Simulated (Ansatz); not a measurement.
**The atomisation energy (no zero-point term) down a group: C to Ge**

One atom is swapped for its congeners: SiH2(CH3); SiH3(SiH2); GeH3(SiH2). All are doublets with charge 0.

Shapes, held fixed at every level: PBE0-D4/def2-TZVP. Programs: Ansatz 0.2.0. Values in eV.

**Question.** How should the atomisation energy change along the series?

**Answer.** At CCSD(T)/def2-TZVPP the atomisation energy falls at every step, from 22.57 to 17.87 eV. Every level shows the same order. Open shells run unrestricted unless RO is named. Relativity is left out for Ge unless named. Correlated rows may include outer-core shells of Ge, which these sets cover unevenly. Spin-orbit coupling, which grows down the group, is left out (summed over each molecule's free atoms 0.02, 0.04, 0.14 eV).

```tsv
level	SiH2(CH3)	SiH3(SiH2)	GeH3(SiH2)
HF/def2-SVP	17.88	14.70	13.62
PBE-D4/def2-TZVPP	23.13	18.90	17.85
BHLYP-D4/def2-TZVPP	22.82	19.15	17.99
MP2/def2-TZVPP	22.47	18.36	17.43
CCSD(T)/def2-SVP	21.88	17.91	16.98
CCSD/def2-TZVPP	22.39	18.64	17.74
CCSD(T)/def2-TZVPP	22.57	18.75	17.87
```

The fall in atomisation energy is uneven: at every level, replacing carbon by silicon costs far more than replacing silicon by germanium. The substituted atom carries three bonds to hydrogen and one to the SiH2 centre, so the total mainly reflects weaker X–H bonds, with a smaller share from the Si–X link. Carbon's compact 2s and 2p orbitals overlap well with hydrogen 1s, and the polarity of the Si–C bond adds further stabilisation. Silicon's valence orbitals are more diffuse. The next step is small because the filled 3d shell of germanium screens the nuclear charge poorly, keeping its valence shell close to silicon's in size and energy.

Hartree–Fock preserves the order but binds too weakly, since pairing electrons in bonds brings correlation energy that the separated atoms lack. With the larger basis, the perturbative triples change the CCSD values only slightly, so the trend doesn't hinge on them. These totals don't isolate the strength of the Si–X bond, which would require the energies of the separated fragments.
